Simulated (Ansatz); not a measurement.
# Energies of collinear magnetic orders in GdSiRu (P4/nmm) from PBEsol+U, against couplings over three Gd shells

I have to decide whether a spin model with three couplings is good enough for GdSiRu before anyone uses it for spin waves or an ordering temperature. Such models are often used to screen magnetic metals for cooling or spintronic use, and a wrong coupling set can favour the wrong order. The question is which collinear order lies lowest, and how closely three shells of Gd neighbours reproduce the energies of all of them. The energies are PBEsol with U = 6 eV on Gd 4f, at fixed atoms and without spin-orbit coupling. Each is given per Gd atom relative to the parallel order, so a positive value means less stable than parallel. Only a few orders were started, so the lowest one here need not be the ground state.

## How the numbers were made

One system, GdSiRu (P4/nmm), 6 atom(s) a primitive cell, from measured cells of the Crystallography Open Database. Ansatz 0.2.0, plane waves with default PAW datasets, cutoff 420 eV, Fermi-Dirac smearing of 0.1 eV, k meshes whose coarsest spacing along a reciprocal vector is 0.16 to 0.21 1/Å over all runs (2π included). Functional: PBEsol with Hubbard U (eV) Gd 6; collinear spins, no spin-orbit coupling. Atoms are fixed. Each order is started from typed moments on Gd, in the primitive cell or in a cell doubled at wavevector q (fractions of the primitive reciprocal vectors), on meshes of about the same density or denser; only runs that kept their pattern of signs are listed. Runs that did not converge or carry a known fault are not listed. The same in all rows: metal or insulator in the row's run, judged by its smearing entropy or density of states at the Fermi energy (a gap under a few smearing widths counts as a metal): metal.

Notes on method and selection:

- In a Heisenberg model with E = -sum over ordered pairs of J e_i.e_j, the energy per magnetic atom is E0 less the sum over shells of J times the listed sum; further shells and changes of moment size are outside it.
- Each state is what a run reaches from typed starting moments; only a few collinear orders were started, so the lowest found need not be the ground state. Spin-orbit coupling is left out of these energies, which are free energies at the smearing width. A magnetic atom is one that was given a starting moment.
- Site moments count the spin inside each program's own atomic sphere, so they depend somewhat on its radius and leave out the spin between the spheres.
- Under a Hubbard U the orbital state was not searched.
- Ansatz's own search for a lower self-consistent state was switched off in these runs, so a run may rest in a state that is not the lowest for its pattern of moments.
- The shell on the horizontal axis is the one of the three whose sum correlates best with the energies.
- Runs that did not converge, have known faults or may not be shown are not listed, and runs on Ansatz's PAW sets soft_1 and soft_2 are kept to separate tables.

Columns:

- shell at 3.78 Å: sum of e_i.e_j over the 4 Gd neighbours at 3.78 Å, mean over magnetic atoms (+1 parallel, -1 opposed).
- shell at 4.17 Å: sum of e_i.e_j over the 4 Gd neighbours at 4.17 Å, mean over magnetic atoms (+1 parallel, -1 opposed).
- shell at 5.16 Å: sum of e_i.e_j over the 4 Gd neighbours at 5.16 Å, mean over magnetic atoms (+1 parallel, -1 opposed).
- moment (μB): largest site spin moment.
- net moment (μB): size of the net spin moment per magnetic atom.
- energy (meV): energy less that of the parallel order, per magnetic atom.

Input lines of one member:

```
magnetization:
  spin_polarized: true
kpoints:
  mp_grid: { grid: [10, 10, 6] }
hamiltonian:
  xc: pbesol
  hubbard:
    sites: [{ species: Gd, l: f, u_eff: 6.0 }]
    projectors: ortho-atomic
scf:
  occupations: { method: fermi_dirac, width: 0.1 }
  lower_state_search: "off"
```

Command (options for logging and memory left out): `ansatz run input.yaml`

## Numbers

| member | shell at 3.78 Å | shell at 4.17 Å | shell at 5.16 Å | moment (μB) | net moment (μB) | energy (meV) |
| --- | --- | --- | --- | --- | --- | --- |
| opposed q=(0,0,1/2) +--+ | −4 | 4 | 4 | 7.12 | 0.00 | 13.0 |
| opposed +- | −4 | 4 | −4 | 7.06 | 0.00 | 33.4 |
| opposed q=(0,1/2,0) +-+- | 0 | 0 | 0 | 7.10 | 0.00 | 20.5 |
| opposed q=(1/2,1/2,0) +-+- | 0 | −4 | 0 | 7.09 | 0.00 | ? |
| parallel ++ | 4 | 4 | 4 | 7.16 | 7.50 | 0.0 |
| opposed q=(0,0,1/2) +-+- | 4 | 4 | −4 | 7.12 | 0.00 | 10.8 |

Cells marked ? are withheld until the estimate has been made.

## The trend and its physics

Among the five orders with a shown energy the parallel one is lowest, and the next lies 10.8 meV above it. The highest, at 33.4 meV, has the neighbours at 3.78 and 5.16 Å all opposed.

Four of the orders keep the 4.17 Å neighbours parallel and run through every sign combination of the other two shells. Reversing the 3.78 Å shell costs on average (13.0 + 33.4 − 0.0 − 10.8) / 2 = 17.8 meV, which gives J = 17.8 / 8 = 2.2 meV. For the 5.16 Å shell the cost is (33.4 + 10.8 − 13.0 − 0.0) / 2 = 15.6 meV, or J = 2.0 meV. Both couplings favour parallel moments. The usual mechanism in a Gd metal is indirect: the 4f spin polarises the 5d and other conduction electrons, and these carry the exchange to the neighbours.

If the three shells were sufficient, the two single reversals would add up to the double one. They give 10.8 + 13.0 = 23.8 meV against 33.4 meV, a gap of 33.4 − 23.8 = 9.6 meV. Predicting any one of these four orders from the other three therefore misses by 9.6 meV, which is too much for fine differences between orders, though the parallel order still comes out lowest.

A coupling along the c axis could close the gap. The shell distances put the next Gd along c at about 6.6 Å, and those two neighbours are opposed in both orders with q = (0,0,1/2). A J of −9.6 / 8 = −1.2 meV there, favouring opposed moments, would restore the sum, but with four energies and four parameters the fit has no test left.

The site moment follows the energy closely, falling from 7.16 μB in the parallel order to 7.06 μB in the highest one. The part above the 7 μB of a half-filled 4f shell is plausibly 5d polarisation, which parallel neighbours reinforce.

## An estimate before looking

Plain estimates from the members shown:

- opposed q=(1/2,1/2,0) +-+-, mean of the 5 members shown: 15.5 meV, standard deviation 11

The mean of the other orders, 15.5 meV with a standard deviation of 11 meV, ignores what is known about this order. I use the site moment instead, because it registers the polarisation from all neighbours, including those beyond the three shells.

The line through the lowest and highest orders has a slope of 33.4 / (7.16 − 7.06) = 334 meV per μB lost. I can try it on the three orders in between. At 7.10 μB it gives 334 × 0.06 = 20.0 meV against 20.5 meV. At 7.12 μB it gives 334 × 0.04 = 13.4 meV against 13.0 and 10.8 meV. The largest miss is 2.6 meV.

For the withheld order the moment is 7.09 μB, so the estimate is 334 × (7.16 − 7.09) = 23.4 meV.

The couplings offer a check that I do not average in. The parallel order and the highest one have the same c-axis neighbours as the withheld order, and their mean is (0.0 + 33.4) / 2 = 16.7 meV. The order with q = (0,1/2,0), where the 4.17 Å sum is zero, lies at 20.5 meV. Continuing by the same step to a sum of −4 gives 20.5 + (20.5 − 16.7) = 24.3 meV, if the in-plane diagonal neighbours are neglected.

Only three orders test the moment line, and none of them has the 4.17 Å shell fully opposed. I therefore take the largest miss, rounded up to 3 meV, as the standard deviation.

**Committed estimate, opposed q=(1/2,1/2,0) +-+-: energy = 23 ± 3 meV.**

## How the estimate fared

| member | shell at 3.78 Å | shell at 4.17 Å | shell at 5.16 Å | moment (μB) | net moment (μB) | energy (meV) |
| --- | --- | --- | --- | --- | --- | --- |
| opposed q=(1/2,1/2,0) +-+- | 0 | −4 | 0 | 7.09 | 0.00 | 23.9 |

| member | estimate | energy (meV) | computed | estimate − computed | miss in error bars |
| --- | --- | --- | --- | --- | --- |
| opposed q=(1/2,1/2,0) +-+- | committed | 23.0 | 23.9 | −0.9 | 0.3 |
| opposed q=(1/2,1/2,0) +-+- | mean | 15.5 | 23.9 | −8.4 |  |

The estimate of 23 ± 3 meV holds for the free energy at 0.1 eV smearing: the computed value is 23.9 meV above the parallel order, 0.3 error bars away. The mean of the other orders missed by 8.4 meV. The error bar does not cover the smearing itself. Extrapolating the energies to zero smearing, by adding back half the electronic entropy term, raises this order relative to the parallel one by more than 3 meV.

The moment line gave 23.4 meV before rounding. That is closer than it could promise, since half a unit in the last digit of the moment is already worth 334 × 0.005 = 1.7 meV. The line works as a correlation: moment and energy both respond to how the neighbours are aligned, and neither need cause the other. The check through the shell sums, 24.3 meV, did equally well.

The new energy also gives the 4.17 Å coupling without neglecting the in-plane diagonal neighbours. The parallel order and opposed +- average 16.7 meV and share their c-axis and in-plane diagonal alignment with the new order. The 4.17 Å coupling is therefore (23.9 − 16.7) / 8 = 0.9 meV. It favours parallel moments, like the other two, but is clearly weaker. Those two, at 2.2 and 2.0 meV, are too close to rank: with the energies extrapolated to zero smearing, the 5.16 Å coupling becomes the larger.

## Outliers

No single order stands apart; the misfit of the three-shell model is shared by four. In a least-squares fit to all six energies, the two orders with q = (0,0,1/2) lie about 2.5 meV below the model, while the parallel order and opposed +- lie 2.3 meV above it. The two in-plane orders fit to about 1 meV.

A plausible reason is the c-axis coupling of −1.2 meV that I derived earlier. It lowers exactly the two orders in which Gd neighbours along c are opposed, but it was derived from this same misfit, so that agreement does not confirm it. It may stand for several distant neighbours together. The small moments induced on Si and Ru change with the order and could carry part of it, as a response of the shared electrons to the surrounding Gd spins.

On the moment line, opposed q=(0,0,1/2) +-+- is farthest off, 2.6 meV below. The other order with q = (0,0,1/2) has the same listed moment but lies 13.0 − 10.8 = 2.2 meV higher. That difference depends on the smearing, because the electronic entropy is not the same in the two orders. Extrapolated to zero smearing they change places, and over all six orders the energy then rises steadily as the unrounded moment falls. The 2.2 meV is therefore no evidence against the moment line, though six orders cannot show that the moment fixes the energy. When I placed one of these two orders next above the parallel one, before the estimate, I did not allow for this. The 9.6 meV gap in the three-shell sum is not removed by the extrapolation; it grows slightly.

## Conclusions

The parallel order is the lowest of the six, with or without extrapolation to zero smearing. Which of the two orders with q = (0,0,1/2) comes next depends on that choice, so I leave it open. Three shells leave a root-mean-square residual of 2.0 meV, but that fit spends four parameters on six energies. When each order is predicted from the other five, the typical miss is 7.6 meV, against about 13 meV for their mean. The model is therefore useful for the broad ranking and too coarse for differences of a few meV.

Adding the c-axis coupling leaves one test, if the in-plane diagonal neighbours are neglected: the order with q = (0,1/2,0) should lie at (16.7 + 23.9) / 2 = 20.3 meV, and it lies at 20.5 meV.

With these four couplings, classical mean-field theory gives k_BT = (2/3) × (4 × 2.2 + 4 × 0.9 + 4 × 2.0 − 2 × 1.2) = 12.0 meV, or about 140 K. Mean-field theory usually overestimates ordering temperatures. Without the c-axis coupling the same formula gives (2/3) × (4 × 2.2 + 4 × 0.9 + 4 × 2.0) = 13.6 meV. Leaving that coupling out therefore changes a rough ordering temperature only modestly, though this compares two versions of one model and does not test either against experiment. Taking all four couplings from energies extrapolated to zero smearing would raise the 12.0 meV by a similar amount, so the 140 K is rough on that account too. Spin waves travelling along c would feel the missing coupling directly.

Spin-orbit anisotropy should be far smaller than the 10.8 meV that separates the parallel order from the next at this smearing, because a half-filled 4f shell has no orbital moment to first order.

[Logs are printed without paths, hosts, clocks, repeated set-up lines and the standing remarks that a program may print on its own settings, such as how far it seeks lower states.]
